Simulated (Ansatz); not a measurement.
# A series in volume scale on AlPt

Free energy against uniform scaling of the volume at fixed shape and fractions; periodic cell, basis, potentials, k mesh and filling as listed. The results are calculated, by Ansatz 0.2.0.

The cell before it is scaled or strained (space group P2_13, No. 198):
```
CELL_PARAMETERS angstrom
4.87890 0.00000 0.00000
0.00000 4.87890 0.00000
0.00000 0.00000 4.87890
ATOMIC_POSITIONS crystal
Al 0.84403 0.84403 0.84403
Al 0.65597 0.15597 0.34403
Al 0.34403 0.65597 0.15597
Al 0.15597 0.34403 0.65597
Pt 0.15506 0.15506 0.15506
Pt 0.34494 0.84494 0.65506
Pt 0.65506 0.34494 0.84494
Pt 0.84494 0.65506 0.34494
```

Settings of every row: functional PBEsol; dispersion none; potentials PAW; wave cutoff 630 eV; density cutoff 2520 eV; k mesh 6x6x6; k shift 0x0x0; occupations cold; smearing width 0.15 eV; spin none.

Limits: coarse k mesh, up to 40 meV an atom off; no spin-orbit coupling, which can matter with elements this heavy; the cell comes from a prototype or a list of computed structures and needn't be the stable phase.

| row | volume scale | V (Å³/atom) | energy above lowest point (meV/atom) |
| --- | --- | --- | --- |
| 1 | 0.94 | 13.646 | ? |
| 2 | 0.96 | 13.936 | 10.9 |
| 3 | 0.98 | 14.227 | 1.4 |
| 4 | 1 | 14.517 | 0 |
| 5 | 1.02 | 14.807 | 5.7 |
| 6 | 1.04 | 15.098 | 17.7 |
| 7 | 1.06 | 15.388 | 35.4 |

Question: what energy above lowest point should row 1 give?

Worked fit of energy above lowest point. Take u = (V_r/V)^(2/3) − 1 with V_r = 14.662 Å³ an atom, which is twice the finite (Eulerian) strain; such expansions in the strain, on which the Birch-Murnaghan equation of state is built, carry the rest volume and the bulk modulus. The shown rows have u = 0.03444, 0.02028, 0.00665, -0.00654, -0.01935, -0.03171. Least squares give energy above lowest point = 1.99 − 433.2 × u + 19804 × u² + 8043 × u³ meV/atom; a parabola predicts inner rows, each left out in turn, worse (root mean square 0.1 against 0.054 meV/atom). All shown rows lie on it to the printed digit. Its lowest point lies at u = 0.0109, or V = 14.43 Å³ an atom, and the curvature there gives the bulk modulus at fixed shape and fractions, B = (4/9)(1 + u)² E″(u)/V = 202 GPa. The withheld row has u = 0.04904, so the fit gives 1.99 − 433.2 × (0.04904) + 19804 × (0.04904)² + 8043 × (0.04904)³ = 29.3 meV/atom.

The calculation gave 29.2 meV/atom. The fit lies 0.1 meV/atom (0.28 % of the column's range) above it, one unit of the last digit. This row lies beyond the range of the fit.
